**H⁺ drift across a SOI buried oxide. The first attempt below is wrong; I keep it to mark the slip.**

Model: a proton ($q=+e$) hops on a chain of spacing $a$. Its zero-field rate per direction is $\Gamma_0=\nu e^{-W/kT}$, and the saddles sit midway between sites. The field is the macroscopic $E=V/d$, and both silicon sides act as conductors at fixed potential. Assumed inputs: $T=300$ K, $d=200$ nm, $V=20$ V, typical $a=0.30$ nm, $\nu=10^{13}$ s⁻¹, $\varepsilon\approx3.9\,\varepsilon_0$, sheet charge $Q=qN$ with $N=10^{14}$ m⁻². I chose the effective barrier $W=0.70$ eV so that the transit falls in the seconds-to-minutes range typical of such oxides. Then $kT/q=25.9$ mV, $E=1.0\times10^{8}$ V/m, $\Gamma_0=17.4$ s⁻¹, $u\equiv qEa/kT=1.160$.

For rates $\Gamma_\pm$ along and against the field, the mean and variance of the walk give $v=a(\Gamma_+-\Gamma_-)$ and $D=a^2(\Gamma_++\Gamma_-)/2$. With the sheet at depth $z$, the starting electrode carries $\varepsilon V/d-Q(1-z/d)$ per area, whose time derivative is the Ramo current $J=Qv/d$. It lasts until $t_{tr}=d/v$, with relative spread $s=\sqrt{2Dt_{tr}}/d$.

**Wrong attempt**

(W1) $\Gamma'_\pm=\Gamma_0e^{\pm u}$, "since a hop gains $qEa$".

(W2) $v'=2a\Gamma_0\sinh u=15$ nm/s, and at low field $\mu'=2qa^2\Gamma_0/kT=1.21\times10^{-16}$ m²/(V s).

(W3) Wrong answer: $t'_{tr}=13$ s, $J'=1.2$ µA/m², $s'=\sqrt{(a/d)\coth u}=4.3\,\%$.

**Symptom**

My charge check $J't'_{tr}=Q$ passed, but it passes for any $v$. The Einstein relation fails: at low field $D=a^2\Gamma_0$, so $D/\mu'=kT/2q=12.9$ mV, half of $kT/q$. The same fault shows at any field. Under bias with blocking interfaces the flux vanishes, and neighbouring occupations obey $n_{j+1}/n_j=\Gamma_+/\Gamma_-$. The sites differ in energy by $qEa$, so Boltzmann demands $e^{u}=3.19$. My rates give $e^{2u}=10.2$, an equilibrium pile-up belonging to 150 K in a 300 K oxide.

**Faulty line**

(W1). The field adds $-qEz$ to the energy. The next site, at $z=a$, drops by $qEa$, but the rate is set by the saddle at $z=a/2$, which drops by $qEa/2$. The backward saddle at $-a/2$ rises by the same amount. An off-centre saddle at $\theta a$ would give shifts $\theta qEa$ and $(1-\theta)qEa$, which still sum to $qEa$. Mine summed to $2qEa$, which no saddle position allows.

**Mended calculation**

With $x=qEa/2kT=0.580$ and $\Gamma_\pm=\Gamma_0e^{\pm x}$:

$$v=2a\nu e^{-W/kT}\sinh\frac{qEa}{2kT},\qquad \mu=\lim_{E\to0}\frac vE=\frac{qa^2\nu}{kT}e^{-W/kT},$$

$$D=a^2\Gamma_0\cosh x,\qquad s^2=\frac{2D}{vd}=\frac ad\coth x .$$

Now $\Gamma_+/\Gamma_-=e^{u}$, and $D/\mu=kT/q$ at low field. For $x\ll1$, $t_{tr}\to d^2/\mu V$ and $s\to\sqrt{2kT/qV}$.

Numbers: $\mu=6.06\times10^{-17}$ m²/(V s), $v=6.4$ nm/s, $t_{tr}=31$ s, $J=0.51$ µA/m², $s=5.4\,\%$. The low-field forms give 33 s and 5.1 %. The time is overestimated by the factor $\sinh x/x=1.057$, so I keep the sinh here. The neglected field jump across the sheet, $Q/\varepsilon$, is 0.46 % of $E$, small against $s$. At $N=10^{16}$ m⁻² it would be 46 %, and the thin-sheet picture would fail.

**Size of the error**

$$\frac{v'}{v}=\frac{\sinh 2x}{\sinh x}=2\cosh x=2.35 .$$

The mobility is exactly twice too large, the current 2.35 times too large, and the transit time 57 % too short (13 s for 31 s). In a fit to one transient the slip would hide as a barrier too high by $kT\ln(2\cosh x)=22$ meV. In a fit of the field dependence it would return half the hop length.

All these numbers are the model's, not the oxide's; the time scale rests on my choice of $W$. As typical knowledge, proton transport in amorphous SiO₂ is dispersive, with relative spreads of order one or more, so the single-barrier $s$ is low by an order of magnitude or more.